**The highest orbital energy against the ionisation energy in highly charged iodine**

The table follows iodine from I21+ to I30+ in the spin-polarised local density approximation (LDA). IE is the ionisation energy, $\varepsilon$ the eigenvalue of the highest occupied level, which in every row is the shell that loses the electron, $\langle r\rangle$ the mean radius of that level and $N$ the number of electrons. Define the gap $g=\mathrm{IE}-(-\varepsilon)$.

Iodine ions I21+ to I30+ in NIST's ground configurations, computed with Quantum ESPRESSO 7.5 (ld1.x): all-electron, scalar-relativistic, spin-polarised Kohn-Sham LDA (PW92) with spherical densities and a point nucleus. Open shells are filled at highest spin. The computed ionisation energy is the difference of total energies.

| species | Z | charge (e) | electrons | configuration | electron removed from | ionisation energy (eV) | −ε(highest occupied) (eV) | highest level mean radius (bohr) | highest level | NIST table (eV) | stated uncertainty (eV) | computed less table (eV) | −ε / IE |
| --- | --- | --- | --- | --- | --- | --- | --- | --- | --- | --- | --- | --- | --- |
| I21+ | 53 | 21 | 32 | [Ar] 3d10 4s2 4p2 | 4p | 643.488 | 627.50 | 0.68007 | 4p up | 649 | 4 | -5.51 | 0.975 |
| I22+ | 53 | 22 | 31 | [Ar] 3d10 4s2 4p1 | 4p | 675.707 | 659.86 | 0.67321 | 4p up | 683 | 4 | -7.29 | 0.977 |
| I23+ | 53 | 23 | 30 | [Ar] 3d10 4s2 | 4s | 768.557 | 752.96 | 0.64912 | 4s | 762 | 4 | 6.56 | 0.980 |
| I24+ | 53 | 24 | 29 | [Ar] 3d10 4s1 | 4s | 805.072 | 789.48 | 0.64333 | 4s up | 800.8 | 0.4 | 4.27 | 0.981 |
| I25+ | 53 | 25 | 28 | [Ar] 3d10 | 3d | 1402.27 | 1364.4 | 0.27938 | 3d | 1397 | 4 | 5.27 | 0.973 |
| I26+ | 53 | 26 | 27 | [Ar] 3d9 | 3d | 1479.85 | 1441.3 | 0.27591 | 3d down | 1472 | 4 | 7.85 | 0.974 |
| I27+ | 53 | 27 | 26 | [Ar] 3d8 | 3d | 1558.69 | 1519.6 | 0.27257 | 3d down | 1553 | 4 | 5.69 | 0.975 |
| I28+ | 53 | 28 | 25 | [Ar] 3d7 | 3d | 1638.68 | 1599.0 | 0.26934 | 3d down | 1639 | 4 | -0.320 | 0.976 |
| I29+ | 53 | 29 | 24 | [Ar] 3d6 | 3d | 1719.70 | 1679.6 | 0.26622 | 3d down | 1720 | 4 | -0.303 | 0.977 |
| I30+ | 53 | 30 | 23 | [Ar] 3d5 | 3d | 1824.83 | 1782.9 | 0.26188 | 3d up | 1812 | 4 | 12.8 | 0.977 |

**(a)** The ratio $-\varepsilon/\mathrm{IE}$ stays between 0.973 and 0.981. Does the eigenvalue miss a fixed fraction of the binding, $g=a\,\mathrm{IE}$? Weigh this against hydrogenic scaling, $g=b\sqrt{\mathrm{IE}}/n$ with $n$ the principal quantum number, and against a size law, $g=c/\langle r\rangle$.

*Solution.* A ratio near one hides the variation of its small remainder: $g/\mathrm{IE}$ runs from 1.94 % to 2.70 %. The gap itself is about 16 eV in the four $n=4$ rows and 38 to 42 eV in the 3d rows.

The hydrogenic form follows from a shell repulsion $\propto Z_\mathrm{eff}/n^2$ and $\mathrm{IE}\propto Z_\mathrm{eff}^2/n^2$. Each constant was taken as the geometric mean of $g$ over its variable on all ten rows, which gives $a=0.0236$ and $c=10.59$ eV bohr. The root-mean-square errors relative to $g$ are 10.3 % for the fraction, 12.6 % for the hydrogenic form and 2.7 % for the size law. The step from 4s to 3d (I24+ to I25+) discriminates best: $g$ grows by a factor 2.43, $1/\langle r\rangle$ by 2.30, IE by only 1.74 and $\sqrt{\mathrm{IE}}/n$ by 1.76.

The size law is not exact. Across the $n=4$ rows $g$ falls by 2.5 % while $1/\langle r\rangle$ rises by 5.7 %, so one constant overshoots the 4s gaps by about 5 %. A good fit also names no cause.

**(b)** Derive the gap from the dependence of the energy on the occupation $f$ of the ionised level, and estimate it for I28+.

*Solution.* Janak's theorem states $\partial E/\partial f=\varepsilon(f)$. Removing one electron gives
$$\mathrm{IE}=-\int\varepsilon\,df\approx-\tfrac12\left[\varepsilon(N)+\varepsilon(N-1)\right],\qquad g\approx\tfrac12\left[\varepsilon(N)-\varepsilon(N-1)\right],$$
if $\varepsilon(f)$ is nearly linear. The eigenvalue is the slope of $E$ at the start of the removal, IE is the mean slope, and the gap is half the drop of the level.

For I28+ the 3d down level lies at $-1599.0$ eV and, in I29+, at $-1679.6$ eV. Their mean, 1639.3 eV, is 0.62 eV above the computed IE of 1638.68 eV, and half the drop, 40.3 eV, compares with $g=39.68$ eV. No constant is fitted. The average holds to 0.19 eV for I21+ and to about 0.6 eV in all six 3d rows. That residue exceeds both the rounding of the eigenvalues (0.05 eV) and the bending of $\varepsilon(f)$, worth about 0.09 eV. The rest may stem from the scalar-relativistic density, for which Janak's theorem is approximate; that is a guess. Since the relation is nearly an identity of the method, it locates the gap without vindicating LDA.

The size law follows from an analogy with a charged conducting sphere of radius $R$. Its energy $q^2/2R$ (atomic units) is a parabola, and slope and finite difference for one unit of charge differ by $1/2R$. The analogy covers the classical repulsion only: the sphere has no exchange, no spin and no other shells to relax, and a radially spread orbital repels itself differently from a surface charge. The fitted $c$ is 0.389 hartree bohr against 0.5 for the sphere. For I28+, a row of the fit, $10.59/0.26934=39.3$ eV, 0.9 % below $g$.

The proper measure is the Coulomb integral $F^0$ of the shell. In I24+ half of it is 18.9 eV for 4s and 44.0 eV for 3d; the gaps of I24+ and of the neighbour I25+ are 0.82 and 0.86 of these. In I25+ the level of the other spin drops by 80.4 eV and that of the same spin by 76.9 eV, against $F^0=88.0$ eV. Roughly, relaxation of the remaining electrons removes the first 8 eV and local exchange the last 3.5 eV, so local exchange offsets little of the change in repulsion when an electron leaves, although the LDA exchange energy cancels much of the self-repulsion itself.

Relaxation as in Koopmans' theorem cannot be the source, for it would place $-\varepsilon$ above IE. Theory supplies the name, self-interaction error: the exact energy is piecewise linear in $N$, the exact highest eigenvalue equals $-\mathrm{IE}$ and jumps at integers, and LDA smooths this staircase into a ramp. On a ramp $-\varepsilon$ lies midway between successive ionisation energies, as it does to about 0.4 eV or better for I22+ and I26+ to I29+. It misses by 2.7 eV at I24+ and 10.6 eV at I30+, where successive electrons have different spin.

**(c)** Explain the step of $g$ at I30+, predict I31+, and decide which of IE and $-\varepsilon$ is nearer the NIST values.

*Solution.* The gap rises by 1.8 eV, from 40.10 to 41.93 eV, after steps below 0.7 eV between the earlier 3d rows. The local exchange potential goes as $-\rho_\sigma^{1/3}$, so its response goes as $\rho_\sigma^{-2/3}$ and offsets more repulsion in a thinly populated spin channel. The numbers agree: the difference between other-spin and same-spin drops grows from 3.5 eV at I25+ to 5.5 eV at I29+ as 3d down empties, and returns to 3.4 eV when removal starts from the five up electrons. Half of that last change, about 1.0 eV, is the spin part of the step in $g$; the rest is the usual growth of the repulsion as the shell tightens. The size law knows no spin and falls 3.6 % short there.

The same effect can explain why $g$ falls within the $n=4$ rows. From I21+ to I23+ the other-spin drop grows from 34.8 to 36.5 eV as the shell tightens, but the same-spin drop, which sets the gap, shrinks from 32.4 to 30.7 eV: the electron now leaves a spin channel with fewer $n=4$ electrons. A tighter shell thus goes with a larger gap, unless a thinning spin channel outweighs it. I31+ should lie above the size law again. Its run, outside the fit, has $\langle r\rangle=0.2589$ bohr and $g=1910.57-1868.04=42.5$ eV, against $10.59/0.2589=40.9$ eV; the fixed fraction gives $0.02355\times1910.57=45.0$ eV.

NIST sides with the energy difference: the mean absolute error is 5.6 eV for IE and 27.1 eV for $-\varepsilon$, which is too low in every row. The reference is itself theory with ±4 eV, apart from the semi-empirical I24+, so the small errors at I28+ and I29+ show no special accuracy. Spin-orbit coupling, terms, Breit and QED effects are missing and cannot make $g$, which compares two numbers from one calculation, but they are suspects for the IE errors, beside the functional itself. Tighter-bound $4p_{1/2}$ electrons fit the negative 4p errors, and a first-order spin-orbit stabilisation of 3d⁴ that 3d⁵ lacks fits the $+12.8$ eV at I30+. Both are arguments from sign, and neither covers the positive 4s errors.
